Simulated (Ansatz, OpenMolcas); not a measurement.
# CH3ClF2Si (SMILES C[Si](F)(F)Cl): methods side by side

The species is CH3ClF2Si (8 atoms), meant as a singlet with charge 0. As SMILES, `C[Si](F)(F)Cl`. The shape is that of a PBE0-D4/def2-TZVP optimisation.

```xyz
8

C    -0.8085   -0.2990    0.5122
Si    0.6906    0.1514   -0.4392
F     1.9870   -0.4723    0.2191
F     0.6162   -0.4156   -1.9142
Cl    0.9631    2.1585   -0.5609
H    -0.9171   -1.3854    0.5498
H    -0.7402    0.0804    1.5334
H    -1.6988    0.1248    0.0441
```

Quantity: the vertical ionisation energy (to the doublet cation), in eV. The values are calculated.

```tsv
level	kind	program	value (eV)	less CCSD(T)/def2-SVP	CPU time (all runs)
HF/def2-SVP	Hartree–Fock	OpenMolcas	11.66	-0.35	27 s
TPSS/def2-SVP	meta-GGA	OpenMolcas	11.56	-0.45	1.9 min
PBE0/def2-SVP	global hybrid	OpenMolcas	11.98	-0.03	62 s
wB97X/def2-SVP	range-separated hybrid	Ansatz	12.29	+0.28	2.8 min
PBE-QIDH/def2-SVP	double hybrid	Ansatz	12.38	+0.37	55 s
RPA@PBE0/def2-SVP	RPA	Ansatz	11.83	-0.18	46 s
MP2/def2-SVP	perturbation theory	Ansatz	12.24	+0.23	16 s
CCSD(T)/def2-SVP	coupled cluster or CI	Ansatz	12.01	0.00	2.7 min
```

Differences are taken from CCSD(T)/def2-SVP for orientation; it has basis-set and higher-order errors of its own. The values span 11.56 to 12.38 eV. CPU times are rough (shared hosts, several kinds of processor and program).

Electron correlation raises the vertical ionisation energy: Hartree–Fock gives 11.66 eV, MP2 12.24 eV and CCSD(T) 12.01 eV. The neutral molecule has one more electron pair to correlate than the cation, so leaving correlation out favours the cation. MP2 overshoots this correction, and the higher-order terms take part of it back.

The electron probably leaves a chlorine 3p lone pair with some Si–C σ character, since the fluorine lone pairs are bound more tightly. Among the density functionals, the value rises from TPSS through PBE0 and wB97X to PBE-QIDH. Exact exchange probably contributes by binding the outer electron more firmly, but it can't be the only factor, because Hartree–Fock falls well below the hybrids.

PBE0 lies only 0.03 eV below CCSD(T), which may owe something to cancellation of errors. A larger basis would probably raise the coupled-cluster value more than the PBE0 one, so this close match doesn't establish PBE0 as the most accurate functional for the molecule.
